Q: I have a tin fluoride crystal in which each Sn atom sits midway between two close F atoms. Sn is pushed towards one of them while every F stays where it is. Two displacements, 0.375 and 0.4375 Å, still lack results. Can I predict them from the other rows?

Scalar-relativistic plane-wave DFT in Ansatz 0.2.0 with PBEsol, PAW datasets made for PBE, no spin polarisation, 420 eV cutoff, 8×8×8 k mesh and 0.05 eV Gaussian smearing. In SnF4 (I4/mmm, 5 atoms a cell, a = 4.050, c = 7.930 Å, not relaxed at this level), all Sn atoms move along c with all else fixed. Free energies are relative to the undisturbed cell.

```tsv
displacement (Å)	energy change (eV a cell)	force along direction (eV/Å summed over the moved atoms)	gap on mesh (eV)
-0.5	10.003	59.541	2.343
-0.25	1.690	15.444	2.946
0	0.000	0.000	3.453
0.0625	0.092	-2.974	3.417
0.125	0.379	-6.289	3.320
0.1875	0.893	-10.307	3.158
0.3125	2.857	-22.193	2.753
0.375	?	?	?
0.4375	?	?	?
```

A: Start with what you would try first. Call the displacement $u$ and the energy change $E$.

Q: A spring. The energy of a spring grows as $u^2$, so I take the smallest displacement, 0.0625 Å, and divide its energy by $u^2$. That gives about 23.6 eV/Å$^2$. Multiplied by $0.375^2$, it predicts 3.31 eV.

A: Test the spring on a row you already know. At −0.5 Å it would give about 5.9 eV, and the table has 10.003 eV. A spring set by the smallest displacement therefore accounts for little more than half of the energy there. The well stiffens as Sn moves out, and your 3.31 eV must be too low.

Q: But that row lies on the other side. Why should a push downwards tell me anything about a push upwards?

A: Because Sn starts on an inversion centre. Up and down are equivalent: whichever way it goes, it approaches one axial F and leaves an identical one behind. The energy, the gap and the size of the force depend only on the distance moved, and the force merely changes sign. The row at −0.5 Å therefore also serves as a row at +0.5 Å, and your two unknown points lie between computed ones.

Q: Can I check that with the numbers?

A: Yes, with the row at −0.25 Å. Take $E/u^2$ at 0.1875 and 0.3125 Å and draw a straight line between them against $u^2$. At a distance of 0.25 Å this gives 1.693 eV, while the table has 1.690 eV on the negative side. The symmetry argument is exact in any case; the check confirms that the rows obey it and vary smoothly.

Q: Then why does the well stiffen? One bond gets shorter, but the other gets longer by the same amount. Shouldn't the two effects cancel?

A: They cancel only to first order, which is why there is no force at the centre. When two closed electron shells are pressed together, their repulsion grows roughly exponentially, because electron densities fall off roughly exponentially. Let $s$ be the distance over which it changes by a factor of 2.7. Move Sn by $s$, and the repulsion in the short bond is multiplied by 2.7 while that in the long bond is divided by 2.7. The sum rises from 2 units to about 3.1, so the squeezed bond gains far more than the stretched one gives back. Move Sn twice as far, and the rise is about five times as large, where a spring would give only four times. That excess, which grows with distance, is the stiffening.

Q: So the squeezed bond takes over, and the further I go the more it dominates. How do I turn that into a number?

A: Add the two exponentials. For bond lengths $d-u$ and $d+u$, the sum of $e^{-(d-u)/s}$ and $e^{-(d+u)/s}$ is $2e^{-d/s}\cosh(u/s)$. Subtract its value at the centre, and collect everything softer, such as electrostatics, bonding and the four F atoms at the sides, in a term $Bu^2$:

$$E = A\left[\cosh(u/s)-1\right] + Bu^2.$$

The three constants were fitted to the energies of the seven known rows, which gave $A = 3.678$ eV, $s = 0.228$ Å and $B = -12.02$ eV/Å$^2$.

Q: A negative $B$? Do the softer forces push Sn off centre?

A: The sign is plausible. The pull between Sn and an axial F strengthens as they approach, so by itself it would draw Sn off centre. The size is no measurement, though, because whatever part of the softer forces does not follow $u^2$ is counted as wall. What the table pins down is the sum, a single well with its minimum at the centre. Use it for 0.375 Å, a row that was not part of the fit.

Q: The ratio $u/s$ is $0.375/0.228 = 1.645$, and its hyperbolic cosine is 2.686. The wall contributes $3.678 \times 1.686 = 6.20$ eV. The soft part contributes $-12.02 \times 0.375^2 = -1.69$ eV. Together that makes 4.51 eV, well above my spring.

A: The same steps give 6.82 eV at 0.4375 Å. I would put ±0.05 eV on both. If each known row in turn is left out and predicted from the others, the root-mean-square miss is about 0.025 eV, and I allow twice that. One reason for caution is the outer anchor: at −0.5 Å the short bond is down to 1.38 Å, where the atomic datasets of the calculation may be strained.

Q: And the force?

A: The force is the downhill slope of the energy, so the same curve supplies it. As a test, the slope was compared with the seven computed forces, allowing one common scale factor that should be 1; it came out as 1.002. Energies and forces thus tell the same story. I predict −31.3 eV/Å at 0.375 Å and −43.4 eV/Å at 0.4375 Å, each within ±0.5 eV/Å, the minus sign meaning that Sn is pushed back towards the centre.

Q: The gap looks less obliging. It hardly moves at first, then drops quickly, then slows down.

A: The flat start is symmetry again: a smooth quantity that is equal on both sides cannot begin with a slope. The slowing shows in the outer rows. From 0.1875 to 0.25 Å of distance the gap loses about 0.21 eV, whereas from 0.3125 to 0.5 Å, three times as far, it loses only 0.41 eV.

Q: What causes the slowing?

A: My guess is the F atom left behind. Its electrons feel less attraction as the positive Sn moves away, so its filled levels rise and narrow the gap. That effect weakens with distance, but probably too slowly to be the whole story. For an attraction that goes as one over the bond length, the rate of change would drop by only about a sixth between those two stretches, while the gap's rate of fall drops by about a third. Testing the guess would take a look at which atoms carry the band edges.

Q: So there is no formula from physics for this one?

A: Only a smooth curve. A parabola in the distance moved, fitted to the four known rows beyond 0.15 Å, gives 2.59 eV at 0.375 Å and 2.45 eV at 0.4375 Å. I put ±0.08 eV on each, because a different band could take over as the edge between the known rows. The parabola must not be used near the centre, where it ignores the flat start and overshoots the gap by half an electronvolt.

Q: Then let us see the computed values.

The withheld rows as computed:

```tsv
displacement (Å)	energy change (eV a cell)	force along direction (eV/Å summed over the moved atoms)	gap on mesh (eV)
0.375	4.511	-31.176	2.585
0.4375	6.817	-43.227	2.447
```

Q: All six predictions lie within their bars. Were the bars too cautious?

A: For these two rows, yes. The energy at 0.4375 Å came out at 6.817 eV, less than 0.1 % below the prediction. Part of my bar came from leaving out the outermost row, which turns the task into an extrapolation. The real task was to fill a space between two computed distances, and that is much easier on a smooth curve.

Q: The forces are both a little weaker than predicted.

A: By about 0.1 eV/Å, or 0.3 % of the force. A good part of that comes from the scale factor, which was fitted at 1.002 instead of being held at 1. The gap predictions were high by less than 0.01 eV, so no change of band edge upset the curve. That success concerns the gap of this functional on this mesh; the true gap is probably larger, since PBEsol usually gives gaps that are too small.

Q: Does the hit in the energy prove that the exponential wall is the cause?

A: It shows that the curve has the right shape. A plain series in $u^2$ and $u^4$, fitted to the same seven rows, gives 6.88 eV at 0.4375 Å and would have missed by 0.06 eV, just outside the bar. So the extra steepness of the wall is useful. But the wall curve has one fitted constant more, and a series with a third term could bend in the same way. Better evidence comes from the forces on the single atoms in the same calculations. At 0.4375 Å, more than nine tenths of the recoil from the force on Sn falls on the squeezed F. With the mirrored rows included, each further 0.0625 Å raises the force on that F by about 1.4 times the previous rise, as expected of an exponential. So the steepening comes from the short bond; that closed shells cause the repulsion is general knowledge, not a result of this scan. The fits are set out in the printed output below.

Q: Could I use these energies as the cost of knocking one Sn atom out of place in a real crystal?

A: No. Here the Sn atoms of all cells move together, and the F atoms are not allowed to step aside. If they could relax, the squeezed bond would lengthen and the energy would fall.

Q: What should I carry over to my next scan?

A: Before you extrapolate, ask whether the atom starts on a centre of symmetry. If it does, a row on the far side counts on the near side too, and one intermediate row can check it. If its two neighbours differ, the two directions are different problems, and each needs its own outer point.

Numerical output:

```
energy over displacement squared at 0.0625 Å, eV/Å²: 23.55
energy over displacement squared at -0.5 Å, eV/Å²: 40.01
energy at -0.25 Å expected from the positive rows, eV: 1.693
harmonic guess for the energy at 0.375 Å, eV: 3.312
harmonic guess for the energy at 0.4375 Å, eV: 4.508
shortened axial bond at 0.4375 Å, Å: 1.442
fit of energy_change on 7 rows: coefficient of u**2 -12.02 +/- 0.0096, coefficient of (exp(u/s) + exp(-u/s))/2 - 1 3.678 +/- 0.00071, s 0.228; rms 0.000189, worst -0.25 0.000398, leave-one-out rms 0.0249
  rows outside the fit (model, value, miss): 0.375 4.512, 4.511, 0.00112; 0.4375 6.821, 6.817, 0.00363
fit of energy_change on 7 rows: coefficient of u**2 22.59 +/- 0.12, coefficient of u**4 69.66 +/- 0.52; rms 0.00818, worst 0.3125 0.0135, leave-one-out rms 0.125
  rows outside the fit (model, value, miss): 0.375 4.554, 4.511, 0.0435; 0.4375 6.876, 6.817, 0.0592
fit of force_along_direction on 7 rows: coefficient of slope_force 1.002 +/- 0.00051; rms 0.0317, worst 0.3125 -0.06, leave-one-out rms 0.0769
  rows outside the fit (model, value, miss): 0.375 -31.28, -31.18, -0.103; 0.4375 -43.35, -43.23, -0.127
fit of gap_on_mesh on 4 rows (abs(u) > 0.15): constant 3.96 +/- 0.016, coefficient of abs(u) -4.898 +/- 0.1, coefficient of u**2 3.327 +/- 0.15; rms 0.00145, worst -0.25 -0.00228, leave-one-out rms 0.0281
  rows outside the fit (model, value, miss): 0.0 3.96, 3.453, 0.507; 0.0625 3.667, 3.417, 0.25; 0.125 3.4, 3.32, 0.0801; 0.375 2.591, 2.585, 0.00631; 0.4375 2.454, 2.447, 0.00708
```
